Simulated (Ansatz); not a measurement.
## C2F4O (trifluoroacetyl fluoride): methods side by side

The species is C2F4O (7 atoms), meant as a singlet with charge 0. SMILES: `O=C(F)C(F)(F)F`. The shape was relaxed beforehand at wB97X-V/def2-SVP.

```xyz
7

O     1.0654   -1.3966    0.7008
C     0.0885   -0.7961    0.4340
F    -1.1394   -1.1976    0.7385
C     0.0179    0.5518   -0.3064
F    -0.7007    0.4153   -1.4196
F    -0.5672    1.4609    0.4719
F     1.2355    0.9623   -0.6192
```

Quantity: the dissociation energy of the F5–C4 bond into doublet F and doublet C2F3O (shapes relaxed at wB97X-V/def2-SVP, no zero-point term), in eV. The values are calculated.

```json
{"level": "HF/def2-SVP", "kind": "Hartree–Fock", "program": "Ansatz", "value (eV)": "3.53", "less CCSD(T)/def2-SVP": "-1.55", "CPU time (all runs)": "3 s"}
{"level": "BLYP/def2-SVP", "kind": "GGA", "program": "Ansatz", "value (eV)": "5.06", "less CCSD(T)/def2-SVP": "-0.02", "CPU time (all runs)": "4.9 s"}
{"level": "r2SCAN/def2-SVP", "kind": "meta-GGA", "program": "Ansatz", "value (eV)": "5.06", "less CCSD(T)/def2-SVP": "-0.02", "CPU time (all runs)": "10 s"}
{"level": "B3LYP/def2-SVP", "kind": "global hybrid", "program": "Ansatz", "value (eV)": "5.02", "less CCSD(T)/def2-SVP": "-0.06", "CPU time (all runs)": "6.7 s"}
{"level": "PBE0-D4/def2-SVP", "kind": "global hybrid", "program": "Ansatz", "value (eV)": "5.09", "less CCSD(T)/def2-SVP": "+0.01", "CPU time (all runs)": "7 s"}
{"level": "B2PLYP/def2-SVP", "kind": "double hybrid", "program": "Ansatz", "value (eV)": "5.12", "less CCSD(T)/def2-SVP": "+0.04", "CPU time (all runs)": "10 s"}
{"level": "RPA@PBE/def2-SVP", "kind": "RPA", "program": "Ansatz", "value (eV)": "4.59", "less CCSD(T)/def2-SVP": "-0.49", "CPU time (all runs)": "9.3 s"}
{"level": "CCSD(T)/def2-SVP", "kind": "coupled cluster or CI", "program": "Ansatz", "value (eV)": "5.08", "less CCSD(T)/def2-SVP": "0.00", "CPU time (all runs)": "60 s"}
```

Differences are taken from CCSD(T)/def2-SVP for orientation; it has basis-set and higher-order errors of its own. The values span 3.53 to 5.12 eV. Hartree–Fock misses the correlation of the electron pair that is broken and comes out low. Measured bond enthalpies also hold zero-point and thermal terms, a few tenths of an eV less. Times are those of the runs behind each value, whatever else they computed, on shared processors of several kinds: orders of magnitude only.

Breaking a C–F bond of the trifluoromethyl group costs 5.08 eV at the coupled-cluster level, which marks it as a strong bond. Good overlap and the large electronegativity difference give it substantial covalent and ionic character, and donation from its own fluorine's lone pairs into the antibonding orbitals of the neighbouring C–F bonds strengthens it further. The carbon radical left behind can delocalise its unpaired electron into the adjacent carbonyl group, which probably offsets part of this cost.

The density functionals, from GGA to double hybrid, all lie within 0.06 eV of the coupled-cluster value, with no steady improvement from one class to the next. RPA recovers most of the binding missing in Hartree–Fock but stays 0.49 eV low, probably because it describes short-range correlation poorly. The close agreement of the functionals doesn't establish their accuracy for this bond, since coupled-cluster energies usually change more than theirs as the basis grows.
